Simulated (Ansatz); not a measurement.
## Ag: a film clamped to a substrate

Computed with DFT PBEsol, scalar-relativistic, plane waves, PAW in Ansatz 0.2.0. Cutoff 420 eV, Γ-centred 24×24×14 k-points, Gaussian smearing of 0.15 eV. No spin polarisation. Energies are free energies at this smearing, counted from the undisturbed cell; pressure is positive in compression.

Reference structure (relaxed at this level; with this scan's settings it stands at -0.1 GPa; this form isn't the usual structure):

```yaml
crystal:
  lattice:
    - [2.86706, 0.00000, 0.00000]
    - [-1.43353, 2.48295, 0.00000]
    - [0.00000, 0.00000, 4.69071]
  atoms:
    - { symbol: Ag, position: [0.33333, 0.66667, 0.25000] }
    - { symbol: Ag, position: [0.66667, 0.33333, 0.75000] }
```

The cell (2 atoms, V0 = 33.39 Å³) is strained by p along both x and y and by q along z, fractional coordinates fixed. τp = (1/V0) ∂E/∂p = (σxx + σyy)(1 + p)(1 + q) and τq = (1/V0) ∂E/∂q = σzz(1 + p)², with tension positive.

```csv
p,q,ΔE (meV/atom),τp (GPa),τq (GPa)
0.000,0.000,0.00,0.44,-0.22
-0.040,0.000,52.70,-28.04,-7.30
0.040,0.000,40.51,17.37,5.48
0.000,-0.040,19.38,-6.80,-9.64
0.000,0.040,13.44,5.93,6.25
```

Problem. Get the second derivatives of the energy density.

Solution. Central differences give A = ∂τp/∂p = 568 GPa (C11 + C22 + 2 C12), C = ∂τq/∂q = 199 GPa (C33) and the cross term B = ∂τq/∂p = 160 GPa (C13 + C23); ∂τp/∂q = 159 GPa must equal B, and any difference shows higher-order terms. Steps this large leave an error of some per cent of A or C in all of these, which can swamp a small B. The ions are clamped.

Problem. A film of this crystal grows with z along the normal on a substrate that imposes p. How does its thickness respond, and what does the misfit cost?

Solution. Count p and q from the stress-free cell. A free surface needs τq = 0, so q = −(B/C) p = -0.80 p. The energy density left is (A − B²/C) p²/2 = M p², with the biaxial modulus M = 220 GPa; a misfit of 1 % costs 2.29 meV/atom, against 2.96 meV/atom if the thickness were held.

In a metal these slopes depend on the k mesh and the smearing.

Stretching this silver film in the plane thins it, with a ratio of -0.80, but the thinning doesn't conserve volume. Letting the thickness respond lowers the misfit cost from 2.96 to 2.29 meV/atom, so most of the elastic penalty remains. This is typical of a close-packed noble metal: the sp electrons resist a change of density, while the nearly non-directional bonding allows the layer spacing to adjust. In both directions compression costs more than equal extension, as expected when filled d shells overlap and the kinetic energy of the valence electrons rises. A film under large compressive misfit would therefore probably store more energy than the harmonic modulus predicts, and one under tension less.

Clamping the ions costs nothing here, because both strains keep the hexagonal symmetry, which fixes the atomic positions within the cell. The elastic energy alone doesn't show whether misfit would favour this stacking over the cubic one, since both can present the same triangular layer to the substrate.
